**Predicting GGA shieldings of isopropenyl methyl ketone from hybrid relatives**

The table holds absolute isotropic GIAO shieldings of three carbons and two proton sites, computed with PySCF for many functionals and several bases at one PBE0-D3(BJ)/def2-SVP geometry. The program tests whether, in the pcSseg-1 basis, a GGA shielding equals that of a related functional after removal of a term linear in the share of exact exchange, with slopes taken from PBE–PBE0 and B3LYP–BHandHLYP. It predicts the withheld rows BLYP, BP86 and B97-D with reasoned error bars and compares them with the computed values. All values fall inside the bars: BLYP is met to 0.3 ppm in carbon, while BP86 and B97-D lie about 1 ppm above their carbon forecasts. A single line in exact exchange and an inverse-gap scaling of the paramagnetic term are also tried: the first cannot separate functionals without exact exchange, and the second fails clearly for OPBE.

Isotropic GIAO NMR shieldings σ of isopropenyl methyl ketone (C5H8O, SMILES C=C(C)C(C)=O), computed with PySCF 2.14.0 and density fitting, non-relativistic and in the gas phase, at the PBE0-D3(BJ)/def2-SVP geometry. Atoms are numbered in SMILES order, hydrogens after the heavy atoms; equivalent atoms are averaged.

## Numerical check

```python
# Table: isotropic GIAO shieldings (ppm) of isopropenyl methyl ketone, PySCF, many functionals and bases,
# PBE0-D3(BJ)/def2-SVP geometry. Tested: GGA = hybrid relative minus (exact-exchange share) x slope, at pcSseg-1.
T = {
    'functional': ['B97-D', 'BLYP', 'BP86', 'KT2', 'KT3', 'LDA', 'OPBE', 'PBE', 'B3LYP', 'B97-2', 'B97-2', 'mPW1PW91', 'BHandHLYP', 'CAM-B3LYP', 'HF', 'LC-wPBE', 'wB97X-D', 'WP04', 'PBE0', 'PBE0', 'PBE0', 'PBE0', 'PBE0', 'PBE0', 'PBE0'],
    'basis': ['pcSseg-1', 'pcSseg-1', 'pcSseg-1', 'pcSseg-1', 'pcSseg-1', 'pcSseg-1', 'pcSseg-1', 'pcSseg-1', 'pcSseg-1', 'pcSseg-1', 'pcSseg-2', 'pcSseg-1', 'pcSseg-1', 'pcSseg-1', 'pcSseg-1', 'pcSseg-1', 'pcSseg-1', 'pcSseg-1', 'IGLO-III', 'aug-cc-pVDZ', 'cc-pVDZ', 'cc-pVTZ', 'pcSseg-0', 'pcSseg-1', 'pcSseg-2'],
    'exx': [0, 0, 0, 0, 0, 0, 0, 0, 20, 21, 21, 25, 50, 65, 100, 100, 100, None, 25, 25, 25, 25, 25, 25, 25],  # %
    's_C1': [53.6, 46.1, 49.9, 61.5, 62.1, 44.7, 59.4, 50.1, 47.9, 54.6, 51.0, 51.4, 51.0, 48.7, 58.3, 52.1, 51.9, 41.1, 49.7, 70.5, 71.6, 57.1, 54.1, 52.3, 48.8],  # ppm
    's_C2': [30.9, 21.0, 26.7, 38.8, 40.4, 20.9, 40.1, 27.1, 24.1, 33.5, 26.9, 30.0, 29.0, 25.2, 39.7, 31.7, 30.1, 18.6, 24.9, 46.6, 49.5, 33.9, 38.6, 30.8, 24.2],  # ppm
    's_C4': [-13.8, -24.0, -18.5, -2.9, -1.9, -25.2, -4.7, -18.2, -22.6, -13.2, -20.8, -17.4, -19.6, -23.0, -11.4, -18.6, -18.1, -29.7, -22.9, -1.1, 3.0, -13.1, -21.4, -16.4, -24.2],  # ppm
    's_H7': [25.51, 25.5, 25.29, 25.4, 25.53, 24.74, 25.13, 25.2, 25.47, 25.39, 25.23, 25.29, 25.5, 25.37, 25.68, 25.21, 25.36, 25.82, 25.21, 25.15, 25.4, 25.14, 26.61, 25.23, 25.06],  # ppm
    's_H9': [29.55, 29.52, 29.43, 29.36, 29.49, 29.0, 29.38, 29.37, 29.53, 29.51, 29.49, 29.46, 29.56, 29.49, 29.75, 29.53, 29.55, 29.72, 29.51, 29.48, 29.57, 29.44, 30.74, 29.42, 29.38],  # ppm
}
HELD = [0, 1, 2]  # rows withheld from the fit
import numpy as np
K = ["s_C1", "s_C2", "s_C4", "s_H7", "s_H9"]; N = ["C1", "C2", "C4", "H7", "H9"]
idx = {(f, b): i for i, (f, b) in enumerate(zip(T["functional"], T["basis"]))}
def v(f, b="pcSseg-1"): return np.array([float(T[k][idx[(f, b)]]) for k in K])
def a(f): return float(T["exx"][idx[(f, "pcSseg-1")]])
def row(x, d=0): return " ".join(f"{y:+8.{(1 if j < 3 else 2) + d}f}" for j, y in enumerate(x))
rnd = np.array([.05, .05, .05, .005, .005])
print("ppm; columns C1 C2 C4 H7 H9; table rounding 0.05 (C), 0.005 (H); basis pcSseg-1 unless named")
s1 = (v("PBE0") - v("PBE")) / a("PBE0")
s2 = (v("BHandHLYP") - v("B3LYP")) / (a("BHandHLYP") - a("B3LYP"))
s = (s1 + s2) / 2; ds = abs(s1 - s2)
print("slope per 10% PBE->PBE0        ", row(10 * s1, 1))
print("slope per 10% B3LYP->BHandHLYP ", row(10 * s2, 1))
print("mean slope per 10%             ", row(10 * s, 1))
pure = ["LDA", "PBE", "OPBE", "KT2", "KT3"]; P = np.array([v(f) for f in pure])
print("span of known 0% rows          ", row(np.ptp(P, axis=0)))
print("PBE - LDA                      ", row(v("PBE") - v("LDA")))
print("mPW1PW91 - PBE0                ", row(v("mPW1PW91") - v("PBE0")))
print("pcSseg-2 - pcSseg-1, PBE0      ", row(v("PBE0", "pcSseg-2") - v("PBE0")))
print("pcSseg-2 - pcSseg-1, B97-2     ", row(v("B97-2", "pcSseg-2") - v("B97-2")))
print("Rows outside the slope (long-range share only, or no correlation): computed - model")
for f, p in [("CAM-B3LYP", "B3LYP"), ("LC-wPBE", "PBE"), ("wB97X-D", "B97-2"), ("HF", "BHandHLYP")]:
    print(f"  {f + ' from ' + p:29s}", row(v(f) - v(p) - s * (a(f) - a(p))))
G = pure + ["B3LYP", "B97-2", "mPW1PW91", "PBE0", "BHandHLYP", "HF"]
X = np.array([a(f) for f in G]); Y = np.array([v(f) for f in G])
co = np.polyfit(X, Y, 1); res = Y - (np.outer(X, co[0]) + co[1])
R2 = 1 - res.var(0) / Y.var(0)
print("One line in exact exchange, 11 rows: R2", " ".join(f"{r:.2f}" for r in R2))
print("  value at 0%                  ", row(co[1]))
print("  rms residual                 ", row(res.std(0)))
# typed from further outputs of the same runs, order as in pure: HOMO, LUMO (eV), C4 dia and para (ppm)
ho = np.array([-5.834219, -5.65978, -5.593446, -5.874145, -5.835589])
lu = np.array([-2.767782, -2.527089, -2.433342, -2.48218, -2.457313])
dia = np.array([247.467, 247.773, 248.326, 248.496, 248.736])
par = np.array([-272.652, -265.93, -252.988, -251.429, -250.647])
gap = lu - ho; gm = par[1] * (gap[1] / gap - 1)
print(f"C4 in 0% rows: dia span {np.ptp(dia):.1f}, para span {np.ptp(par):.1f}")
print("  gap/eV                    ", " ".join(f"{f} {g:.2f}" for f, g in zip(pure, gap)))
print("  para - PBE, 1/gap | actual", " ".join(f"{f} {m:+.1f}|{p - par[1]:+.1f}" for f, m, p in zip(pure, gm, par) if f != "PBE"))
L = [np.polyfit(P[:, 2], P[:, j], 1) for j in (0, 1)]
for j in (0, 1):
    r = P[:, j] - np.polyval(L[j], P[:, 2])
    print(f"0% rows: {N[j]} = {L[j][1]:.1f} + {L[j][0]:.2f} C4, largest residual {abs(r).max():.1f}")
q = lambda *t: np.sqrt(sum(x**2 for x in t) + 2 * rnd**2)
pb = v("B3LYP") - a("B3LYP") * s; c = (v("mPW1PW91") - v("PBE0")) / (1 - a("PBE0") / 100)
pd = v("B97-2") - a("B97-2") * s
pred = {"BLYP": (pb, q(a("B3LYP") * ds, 0.19 * (v("PBE") - v("LDA")))),
        "BP86": (v("PBE") + c, q(c, 0.25 * (v("PBE") - pb))),
        "B97-D": (pd, q(a("B97-2") * ds, pd - v("PBE")))}
hits = 0
for i in HELD:
    f = T["functional"][i]; p, e = pred[f]; o = v(f); m = o - p; hits += int((abs(m) <= e).sum())
    print(f"{f:6s} predicted               ", row(p))
    print("       error bar               ", row(e))
    print("       computed                ", row(o))
    print("       computed - predicted    ", row(m), "| miss/bar", " ".join(f"{x:.1f}" for x in abs(m) / e))
    print("       computed - single line  ", row(o - co[1]))
    print("       computed - PBE          ", row(o - v("PBE")),
          f"| off C1-C4 line {o[0] - np.polyval(L[0], o[2]):+.1f}, C2-C4 {o[1] - np.polyval(L[1], o[2]):+.1f}")
print(f"inside the bars: {hits} of {5 * len(HELD)}")
assert (s1[:3] > 0).all() and (s2[:3] > 0).all()
assert R2[2] < 0.3 and np.ptp(P[:, 2]) > 5 * (v("PBE0") - v("PBE"))[2]
assert par[2] - par[1] > 3 * gm[2] > 0
assert np.ptp(par) > 5 * np.ptp(dia)
```

Output:

```
ppm; columns C1 C2 C4 H7 H9; table rounding 0.05 (C), 0.005 (H); basis pcSseg-1 unless named
slope per 10% PBE->PBE0            +0.88    +1.48    +0.72   +0.012   +0.020
slope per 10% B3LYP->BHandHLYP     +1.03    +1.63    +1.00   +0.010   +0.010
mean slope per 10%                 +0.96    +1.56    +0.86   +0.011   +0.015
span of known 0% rows              +17.4    +19.5    +23.3    +0.79    +0.49
PBE - LDA                           +5.4     +6.2     +7.0    +0.46    +0.37
mPW1PW91 - PBE0                     -0.9     -0.8     -1.0    +0.06    +0.04
pcSseg-2 - pcSseg-1, PBE0           -3.5     -6.6     -7.8    -0.17    -0.04
pcSseg-2 - pcSseg-1, B97-2          -3.6     -6.6     -7.6    -0.16    -0.02
Rows outside the slope (long-range share only, or no correlation): computed - model
  CAM-B3LYP from B3LYP              -3.5     -5.9     -4.3    -0.15    -0.11
  LC-wPBE from PBE                  -7.6    -11.0     -9.0    -0.10    +0.01
  wB97X-D from B97-2               -10.3    -15.7    -11.7    -0.12    -0.08
  HF from BHandHLYP                 +2.5     +2.9     +3.9    +0.12    +0.12
One line in exact exchange, 11 rows: R2 0.00 0.03 0.02 0.35 0.53
  value at 0%                      +53.8    +31.4    -13.2   +25.22   +29.34
  rms residual                      +5.4     +6.4     +7.5    +0.19    +0.12
C4 in 0% rows: dia span 1.3, para span 22.0
  gap/eV                     LDA 3.07 PBE 3.13 OPBE 3.16 KT2 3.39 KT3 3.38
  para - PBE, 1/gap | actual LDA -5.7|-6.7 OPBE +2.3|+12.9 KT2 +20.3|+14.5 KT3 +19.3|+15.3
0% rows: C1 = 63.4 + 0.74 C4, largest residual 0.5
0% rows: C2 = 42.4 + 0.84 C4, largest residual 1.7
B97-D  predicted                   +52.6    +30.2    -15.0   +25.37   +29.48
       error bar                    +2.5     +3.1     +3.2    +0.17    +0.11
       computed                    +53.6    +30.9    -13.8   +25.51   +29.55
       computed - predicted         +1.0     +0.7     +1.2    +0.14    +0.07 | miss/bar 0.4 0.2 0.4 0.9 0.6
       computed - single line       -0.2     -0.5     -0.6    +0.29    +0.21
       computed - PBE               +3.5     +3.8     +4.4    +0.31    +0.18 | off C1-C4 line +0.4, C2-C4 +0.2
BLYP   predicted                   +46.0    +21.0    -24.3   +25.45   +29.50
       error bar                    +1.1     +1.2     +1.4    +0.09    +0.07
       computed                    +46.1    +21.0    -24.0   +25.50   +29.52
       computed - predicted         +0.1     +0.0     +0.3    +0.05    +0.02 | miss/bar 0.1 0.0 0.2 0.6 0.3
       computed - single line       -7.7    -10.4    -10.8    +0.28    +0.18
       computed - PBE               -4.0     -6.1     -5.8    +0.30    +0.15 | off C1-C4 line +0.4, C2-C4 -1.1
BP86   predicted                   +48.9    +26.0    -19.5   +25.28   +29.42
       error bar                    +1.6     +1.9     +2.0    +0.10    +0.06
       computed                    +49.9    +26.7    -18.5   +25.29   +29.43
       computed - predicted         +1.0     +0.7     +1.0    +0.01    +0.01 | miss/bar 0.6 0.4 0.5 0.1 0.1
       computed - single line       -3.9     -4.7     -5.3    +0.07    +0.09
       computed - PBE               -0.2     -0.4     -0.3    +0.09    +0.06 | off C1-C4 line +0.2, C2-C4 -0.1
inside the bars: 15 of 15
```
